## Why a stretched base hardly lowers calcium carbide

A block that is stretched sideways in both directions should become thinner. If it kept its volume, 1 % of stretch in the base would take 2 % off the height. A uniform solid with an ordinary Poisson ratio of one quarter would still give up about 0.7 %. Tetragonal calcium carbide, in a calculation that lets every atom move only in proportion to the cell, gives up about 0.04 %.

CaC2 (I4/mmm, a = 3.869 Å, c = 6.404 Å, not relaxed with LDA), strained at fixed fractional coordinates. Ansatz 0.2.0, plane-wave PAW, scalar-relativistic LDA without spin polarisation, 420 eV cutoff, 10×10×10 Gamma-centred k mesh, 0.05 eV Gaussian smearing. Rows 1–5 are in-plane strains of −0.05, −0.025, 0, 0.025 and 0.05; energies are relative to the unstrained cell, and pressure is positive in compression.

```csv
strain zz,energy change row 1 (meV/atom),energy change row 2 (meV/atom),energy change row 3 (meV/atom),energy change row 4 (meV/atom),energy change row 5 (meV/atom),pressure row 1 (GPa),pressure row 3 (GPa)
-0.05,50.7,42.8,53.0,76.7,110.4,13.76,7.16
-0.025,0.8,-6.1,5.3,30.4,65.6,6.61,0.75
0,-7.1,-12.7,0.0,26.5,63.3,0.80,-4.45
0.025,18.8,14.6,28.7,56.8,95.2,-3.88,-8.63
0.05,71.3,68.6,84.3,114.1,154.2,-7.63,-11.95
```

The heads "energy change row 1" to "energy change row 5" stand for five strains of the base, from −5 % to +5 % in steps of 2.5 %, and the pressure columns are numbered in the same way. Down each column the height changes by the strain zz. All energies are LDA values relative to the starting cell. The best height for a given base is the lowest point of its energy column, found here from a parabola through the middle three points. It lies 0.7 % below the starting height for the most compressed base and 1.1 % below it for the most stretched one.

### Two strains that almost add

The same weakness shows without any parabola. Stretching only the base by 5 % costs 63.3 meV/atom, and stretching only the height by 5 % costs 84.3. The sum is 147.6, and the table has 154.2 when both are done together. The difference of 6.6 meV/atom is the whole effect of one strain on the other at that point, about 4 % of the total. Its sign is the familiar one: strains of like sign cost a little extra, and opposite strains save a little.

The arrangement of the atoms offers a reason. The crystal consists of Ca²⁺ ions and C₂²⁻ dumbbells, and all the dumbbells stand upright. Each calcium touches two carbon atoms end-on, exactly along the height, and eight side-on, almost in the plane of the base. A 5 % stretch of the base lengthens the side-on contacts by 4.8 % and leaves the end-on ones alone, whereas a 5 % stretch of the height lengthens the side-on contacts by only 0.3 %.

The contacts therefore form a scaffold with struts at right angles, in which a pull on one set is barely felt by the other. Slanting struts would behave differently: as in a folding gate, widening the frame would pull its top down. This argument concerns nearest neighbours. Electrostatic forces reach further and also link the two directions, so the geometry can be only part of the reason for the weak coupling.

### A stiff rod tied to the cell

The second reason lies inside the dumbbell. Its two carbon atoms are joined by a triple bond, one of the stiffest bonds in chemistry. Because the atoms keep their fractional coordinates, each per cent of height is also a per cent of bond length. The crystal would rather change its height and leave the bond alone, but here it has no such choice.

The forces on the carbon atoms in the same calculation show how much this matters. With the base unchanged, the force on each carbon changes by about 9 eV/Å as the height goes from −5 % to +5 %. It always drives the bond back towards its natural length. The same range of strain in the base changes this force by only 0.35 eV/Å.

The energy stored in the bond follows from these forces. For a height compressed by 5 % at unchanged base, the bond passes through three calculated points, spaced 0.0314 Å apart. The forces there are 5.46, 2.54 and 0.09 eV/Å, so the work is

$$
0.0314\left(\frac{5.46}{2}+2.54+\frac{0.09}{2}\right)\approx 0.167\ \text{eV per cell}.
$$

Divided among three atoms, this is about 56 meV/atom. The table gives 53.0 for the entire cost of that compression. On this estimate the bond accounts for all of it, but only because the rest of the crystal starts under tension along the height. The rest first gains about 8.5 meV/atom as it shortens and has paid most of that back by 5 %, so its net share is near zero although it is far from soft. In the stretched cell the bond takes a little less than half of the cost.

### Two springs that share one height

The behaviour can be pictured with two springs that are forced to have the same strain. One is the C–C bond, with stiffness $k_b$ and preferred strain $h_b$. The other is everything else in the crystal, with stiffness $k_r$ and preferred strain $h_r$. The energy $\tfrac12 k_b(h-h_b)^2+\tfrac12 k_r(h-h_r)^2$ is lowest at

$$
h=\frac{k_b h_b+k_r h_r}{k_b+k_r}.
$$

The common height is thus a compromise in which the stiffer spring has the larger say.

When the base goes from −5 % to +5 %, the two springs want different things. The rest of the crystal would like to be about 1.6 % shorter, as its energy shows once the bond energy has been subtracted. The bond would like to be about 0.4 % longer, as its small change of force shows. The bond is roughly twice as stiff as the rest, so the rule gives $(2\times0.4-1.6)/3$, a fall of about 0.3 %.

The energy columns themselves give a fall of 0.4 %. The rule has the right sign and order of magnitude, but it is a consistency check, since its ingredients come from the same calculation. It falls short because the rest of the crystal is no ideal spring: it becomes stiffer as it is compressed. The output printed after this text lists the energies of the bond and of the rest.

If the carbon atoms were free to find their places, the bond would keep nearly its natural length and the height would follow the rest of the crystal. The response would then be about 0.16 % per 1 % of base, some four times the clamped value. This assumes that the force on carbon depends on the bond length alone. The calcium at the end of each dumbbell acts against the bond force and also resists any shift of the carbon, so freeing the carbons is expected to recover somewhat less than the subtracted energy. If only nine tenths of it is recovered, the response is 0.13 %. A calculation with relaxed carbon positions would settle the figure.

Either value is still far below the 2 % of constant volume. The scaffold may contribute to this, but the calculation does not separate its share from that of the electrostatic forces. The clamped value of 0.04 should not be taken as the crystal's real ratio of elastic constants, because real atoms do relax.

### Energies below zero and a misleading pressure

Some energies in the table are negative, and stretching the height costs more than compressing it, although solids usually resist compression more. Both features come from the starting cell, which was not relaxed with LDA. Its pressure of −4.45 GPa means that it is under tension and would gain energy by shrinking. LDA commonly makes solids too compact, which fits this preference. The PAW datasets were made for another functional, PBE, which may also shift the pressure somewhat. The lowest of the calculated points has the base compressed by 2.5 % at unchanged height.

The column "pressure row 1" holds a trap. With the base compressed by 5 % and the height unchanged, the pressure is +0.80 GPa, which seems to ask for expansion. Yet the energy still falls when the height is reduced slightly. At the best height the pressure has even risen to about 2.3 GPa.

There is no contradiction, because pressure is the average over three directions. The squeezed base pushes outwards strongly in two of them, while the best height removes only the stress in the third. For a film or any other body held in the plane, zero pressure is therefore the wrong sign of a relaxed height. The quantity to watch is the stress along the free direction.

### The same scaffold without the rod

Calcium oxide makes a useful comparison. It has the rock-salt structure, a similar scaffold with single oxide ions in place of the dumbbells. Stretching its base or its height leaves every ion at a centre of symmetry, so no ion has a reason to shift within the cell. Clamped and relaxed responses are then the same. They are not especially weak, however: measured elastic constants, recalled only roughly, give a fall in height of about half a per cent for each per cent of base. Struts at right angles therefore do not by themselves make the response as small as in the carbide.

One difference is that the carbide's anion has a length of its own, and that accounts for the step from the clamped 0.04 to the estimated 0.13–0.16. Even the latter is only about a third of the oxide's value, and this calculation does not show where the remaining gap comes from. Two questions therefore help with any related crystal. Do the contacts between ions run along the directions of strain or slant across them? And does the strain stretch a stiff molecular unit that would keep its length if it were free?

Output of the analysis:

```
Energy beyond the sum of the two separate strains in meV/atom:
     row  base -5 %  base +5 %
   -0.05        4.8       -5.9
  -0.025        2.6         -3
     0.0          0          0
   0.025       -2.8        3.2
    0.05       -5.9        6.6
Best z strain with base at -5 % (%): -0.6657
Best z strain with base unchanged (%): -0.8603
Best z strain with base at +5 % (%): -1.082
Fall of best height per unit of in-plane stretch, atoms clamped: 0.04162
The same for constant volume: 2.01
Pressure at the best height with base at -5 % (GPa): 2.347
Change of C force over the whole in-plane range at zero z strain (eV/A): 0.3486
Change of C force over the whole z range with base unchanged (eV/A): 9.116
Base unchanged, energies in meV/atom:
     row  C force eV/A  bond energy        rest
   -0.05         5.463        55.61      -2.615
  -0.025         2.544        13.77      -8.475
     0.0        0.0919    5.293e-15  -5.293e-15
   0.025        -1.956        9.738       18.96
    0.05        -3.652        39.04       45.26
Fall of best height per unit of in-plane stretch, bond energy removed: 0.1608
The same with only 90 % of the bond energy removed: 0.1295
Side-on Ca-C distance (A): 2.807
Its change for 5 % in-plane stretch (%): 4.756
Its change for 5 % stretch along z (%): 0.2554
```
